**Subshell parts of the dipole and quadrupole polarisability of Zn²⁺**

The table holds the static dipole (bohr³) and quadrupole (bohr⁵) polarisability of the free closed-shell ion Zn²⁺, split by subshell, from relativistic RPA (time-dependent Dirac-Hartree-Fock) in a B-spline basis. The program tests electron counting, size-only scaling with Slater charges, and independent electrons in one screened potential with Pauli blocking and spin-orbit coupling, whose single constant is fitted to the summed dipole. The 3d rows carry 97.6% of the dipole and 96.5% of the quadrupole; the screened-potential model misses typically by factors of 1.23 and 1.83, size-only scaling by 2.06 and 2.78. The model reproduces the reversal of the s/p order per electron between the $n=2$ and $n=3$ quadrupoles and the spin-orbit excess of the p dipoles. It underestimates the $n=2$ quadrupoles by factors of 2 to 3, the 3d quadrupoles by about 1.7 and the 3d spin-orbit excess, and its total quadrupole lies near the uncoupled value and well below the RPA one.

Static polarisabilities of Zn2+ (Z = 30, [Ar] 3d10) by subshell, computed with B-spline many-body code 1 using relativistic RPA (time-dependent Dirac-Hartree-Fock), the no-pair Dirac-Coulomb Hamiltonian and a nuclear rms radius of 3.9283 fm. Each part is the contribution of the whole subshell, not of one electron.

## Analysis program

```python
# Table: subshell parts of the static dipole (bohr^3) and quadrupole (bohr^5) polarisability of Zn2+,
# relativistic RPA (time-dependent Dirac-Hartree-Fock), B-spline many-body code. Tested: occupancy, size-only
# scaling, and independent electrons in one screened potential with Pauli blocking and spin-orbit coupling.
T = {
    'subshell': ['1s1/2', '2s1/2', '2p1/2', '2p3/2', '3s1/2', '3p1/2', '3p3/2', '3d3/2', '3d5/2'],
    'subshell_dipole_part': [None, 0.0002565, 0.0006517, 0.001375, 0.005948, 0.01416, 0.03227, 0.8792, 1.362],  # bohr³
    'subshell_quadrupole_part': [None, 0.000231, 0.0001001, 0.0002108, 0.01148, 0.06637, 0.1481, 2.412, 3.862],  # bohr⁵
}
import numpy as np
from scipy.linalg import eigh_tridiagonal
from scipy.optimize import minimize_scalar
from scipy.constants import fine_structure
from sympy import Rational as Q
from sympy.physics.wigner import wigner_3j
c = 1/fine_structure
S = T['subshell']; q = [(int(s[0]), 'spd'.index(s[1]), int(s[2])) for s in S]   # n, l, 2j
occ = np.array([t[2]+1 for t in q][1:], float); lab = S[1:]; ix = {s: i for i, s in enumerate(lab)}
Y = {1: np.array(T['subshell_dipole_part'][1:], float), 2: np.array(T['subshell_quadrupole_part'][1:], float)}
tot = {1: (2.29557, 2.05437), 2: (6.5007, 4.21032), 3: (22.1447, 16.172)}  # same run: RPA, uncoupled totals
shield, stern = 0.933, -13.6                                               # same run: shielding factors
ang = {(j, L, k): (k+1)*float(wigner_3j(Q(j, 2), L, Q(k, 2), Q(1, 2), 0, Q(-1, 2)))**2/(2*L+1)
       for j in (1, 3, 5) for L in (1, 2) for k in range(abs(j-2*L), j+2*L+1, 2)}
x = np.linspace(np.log(3e-5), np.log(30), 450); h = x[1]-x[0]; r = np.exp(x)
def model(a, L):
    Zr = 3+27/(1+a*r)**2; V = -Zr/r; W = c**2/(2*c**2-V)**2*(Zr/r**2+54*a/((1+a*r)**3*r))/r; st = {}
    def sol(l, j):
        if (l, j) not in st:
            st[l, j] = eigh_tridiagonal((1/h**2+(l+.5)**2/2)/r**2+V+W*(l if j > 2*l else -l-1), -.5/(h*h*r[1:]*r[:-1]))
        return st[l, j]
    out = []
    for n, l, j in q:
        E, U = sol(l, j); e, u = E[n-l-1], U[:, n-l-1]; al = free = 0.
        for k in range(abs(j-2*L), j+2*L+1, 2):
            m = (k-1)//2; m += (l+L+m) % 2; E2, U2 = sol(m, k); no = max(3-m, 0)   # no = filled levels
            R2 = ang[j, L, k]*(U2[:, no:].T@(r**L*u))**2; al += 2*np.sum(R2/(E2[no:]-e)); free += R2.sum()
        s = np.sum(u*u*r**(2*L))/(2*L+1); out.append(((j+1)*al, s*(2*L+1), 1-free/s, 2*free/al, e))
    return np.array(out)
a = minimize_scalar(lambda a: (model(a, 1)[:, 0].sum()-Y[1].sum())**2, bounds=(1.5, 2.9), method='bounded', options={'xatol': 1e-3}).x
print(f"model V = -[3+27/(1+a r)^2]/r, a = {a:.3f} 1/bohr, fitted to the summed dipole only")
zs = np.array([25.85 if n == 2 else (18.75 if l < 2 else 8.85) for n, l, j in q[1:]])   # Slater's rules
nn = np.array([t[0] for t in q[1:]], float); name = {1: 'dipole', 2: 'quadrupole', 3: 'octupole'}; ex = {}
pairs = [('2p3/2', '2p1/2'), ('3p3/2', '3p1/2'), ('3d5/2', '3d3/2')]
for L in (1, 2):
    y = Y[L]; F = model(a, L); M = F[1:]; pe = y/occ; pm = M[:, 0]/occ
    z = occ*(nn**2/zs)**(2*L+2); z *= np.exp(np.mean(np.log(y/z)))
    rd = np.max(.5*10**(np.floor(np.log10(y))-3)/y)
    print(f"{name[L]} (bohr^{2*L+1}): rows sum {y.sum():.4f}, RPA {tot[L][0]:.4f}, uncoupled {tot[L][1]:.4f}, model {F[:, 0].sum():.3f}, model 1s {F[0, 0]:.0e}")
    print(f" 3d share {100*y[-2:].sum()/y.sum():.1f}%, largest/smallest row {y.max()/y.min():.0f}, table rounding up to {100*rd:.2f}%")
    print(f" row, share %, per electron, table/model, table/size-only | model: <r^{2*L}>, blocked share, mean gap (Eh)")
    for i, s in enumerate(lab):
        print(f" {s} {100*y[i]/y.sum():7.4f} {pe[i]:.3e} {y[i]/M[i, 0]:5.2f} {y[i]/z[i]:5.2f} | {M[i, 1]:.3g} {M[i, 2]:.2f} {M[i, 3]:.3g}")
    for nm, p in (('model', M[:, 0]), ('size-only', z)):
        d = np.log(y/p); w = np.argmax(abs(d))
        print(f" {nm}: typical miss factor {np.exp(np.sqrt(np.mean(d*d))):.2f}, worst {lab[w]} table/prediction {np.exp(d[w]):.2f}")
    ex[L] = [pe[ix[u]]/pe[ix[v]]-1 for u, v in pairs]
    print(" higher-j excess per electron %, table (model): " + ", ".join(
        f"{u[:2]} {100*ex[L][k]:.1f} ({100*(pm[ix[u]]/pm[ix[v]]-1):.1f})" for k, (u, v) in enumerate(pairs)))
    print(" s/p1/2 per electron, table (model): " + ", ".join(
        f"n={n} {pe[ix[n+'s1/2']]/pe[ix[n+'p1/2']]:.2f} ({pm[ix[n+'s1/2']]/pm[ix[n+'p1/2']]:.2f})" for n in '23'))
print("model orbital energies (Eh): " + ", ".join(f"{s} {M[i, 4]:.3g}" for i, s in enumerate(lab)))
print("quadrupole/dipole (bohr^2): " + ", ".join(f"{s} {Y[2][i]/Y[1][i]:.3f}" for i, s in enumerate(lab)))
print("3d5/2:3d3/2, occupancy 1.500; dipole %.3f, quadrupole %.3f" % (Y[1][-1]/Y[1][-2], Y[2][-1]/Y[2][-2]))
print("log-excess ratio quadrupole/dipole (pure dilation 1.5): " + ", ".join(
    f"{u[:2]} {np.log1p(ex[2][k])/np.log1p(ex[1][k]):.2f}" for k, (u, v) in enumerate(pairs)))
print("rise by RPA coupling %: " + ", ".join(f"{name[L]} {100*(tot[L][0]/tot[L][1]-1):.1f}" for L in tot))
print(f"at the nucleus: dipole field kept {1-shield:.3f} (N/Z = {28/30:.3f}), field gradient times {1-stern:.1f}")
assert all(Y[L][-2:].sum()/Y[L].sum() > 0.95 for L in Y)
assert all(e > 0 for L in ex for e in ex[L])
assert np.argmin(Y[1]) == ix['2s1/2'] and Y[2][ix['2s1/2']] > Y[2][ix['2p3/2']] > Y[2][ix['2p1/2']]
assert all(Y[L][ix['3s1/2']] < Y[L][ix['3p1/2']] for L in Y) and np.argmax(Y[2]/Y[1]) == ix['3p1/2']
```

Output:

```
model V = -[3+27/(1+a r)^2]/r, a = 2.300 1/bohr, fitted to the summed dipole only
dipole (bohr^3): rows sum 2.2959, RPA 2.2956, uncoupled 2.0544, model 2.295, model 1s 5e-06
 3d share 97.6%, largest/smallest row 5310, table rounding up to 0.04%
 row, share %, per electron, table/model, table/size-only | model: <r^2>, blocked share, mean gap (Eh)
 2s1/2  0.0112 1.283e-04  0.84  1.07 | 0.0648 0.79 59.9
 2p1/2  0.0284 3.258e-04  0.92  2.71 | 0.05 0.48 48.5
 2p3/2  0.0599 3.437e-04  0.92  2.86 | 0.0516 0.49 47.3
 3s1/2  0.2591 2.974e-03  0.62  0.27 | 0.588 0.90 8.31
 3p1/2  0.6168 7.080e-03  0.83  0.64 | 0.638 0.88 6.11
 3p3/2  1.4056 8.068e-03  0.84  0.72 | 0.655 0.87 5.85
 3d3/2 38.2950 2.198e-01  0.99  0.98 | 0.963 0.25 2.18
 3d5/2 59.3241 2.270e-01  1.02  1.01 | 0.97 0.25 2.18
 model: typical miss factor 1.23, worst 3s1/2 table/prediction 0.62
 size-only: typical miss factor 2.06, worst 3s1/2 table/prediction 0.27
 higher-j excess per electron %, table (model): 2p 5.5 (5.2), 3p 13.9 (12.7), 3d 3.3 (0.4)
 s/p1/2 per electron, table (model): n=2 0.39 (0.43), n=3 0.42 (0.56)
quadrupole (bohr^5): rows sum 6.5005, RPA 6.5007, uncoupled 4.2103, model 3.895, model 1s 5e-08
 3d share 96.5%, largest/smallest row 38581, table rounding up to 0.05%
 row, share %, per electron, table/model, table/size-only | model: <r^4>, blocked share, mean gap (Eh)
 2s1/2  0.0036 1.155e-04  3.15  4.52 | 0.00735 0.43 46.1
 2p1/2  0.0015 5.005e-05  2.03  1.96 | 0.00514 0.31 57.3
 2p3/2  0.0032 5.270e-05  1.97  2.06 | 0.00543 0.31 55.8
 3s1/2  0.1766 5.740e-03  1.17  0.25 | 0.551 0.80 8.85
 3p1/2  1.0210 3.318e-02  0.89  1.46 | 0.691 0.24 5.6
 3p3/2  2.2783 3.703e-02  0.91  1.63 | 0.725 0.23 5.43
 3d3/2 37.1049 6.030e-01  1.68  0.29 | 1.95 0.18 1.78
 3d5/2 59.4109 6.437e-01  1.75  0.31 | 1.98 0.18 1.76
 model: typical miss factor 1.83, worst 2s1/2 table/prediction 3.15
 size-only: typical miss factor 2.78, worst 2s1/2 table/prediction 4.52
 higher-j excess per electron %, table (model): 2p 5.3 (8.4), 3p 11.6 (9.4), 3d 6.7 (2.7)
 s/p1/2 per electron, table (model): n=2 2.31 (1.49), n=3 0.17 (0.13)
model orbital energies (Eh): 2s1/2 -40.6, 2p1/2 -36.1, 2p3/2 -35.3, 3s1/2 -6.35, 3p1/2 -4.87, 3p3/2 -4.77, 3d3/2 -2.14, 3d5/2 -2.13
quadrupole/dipole (bohr^2): 2s1/2 0.901, 2p1/2 0.154, 2p3/2 0.153, 3s1/2 1.930, 3p1/2 4.687, 3p3/2 4.589, 3d3/2 2.743, 3d5/2 2.836
3d5/2:3d3/2, occupancy 1.500; dipole 1.549, quadrupole 1.601
log-excess ratio quadrupole/dipole (pure dilation 1.5): 2p 0.96, 3p 0.84, 3d 2.02
rise by RPA coupling %: dipole 11.7, quadrupole 54.4, octupole 36.9
at the nucleus: dipole field kept 0.067 (N/Z = 0.933), field gradient times 14.6
```
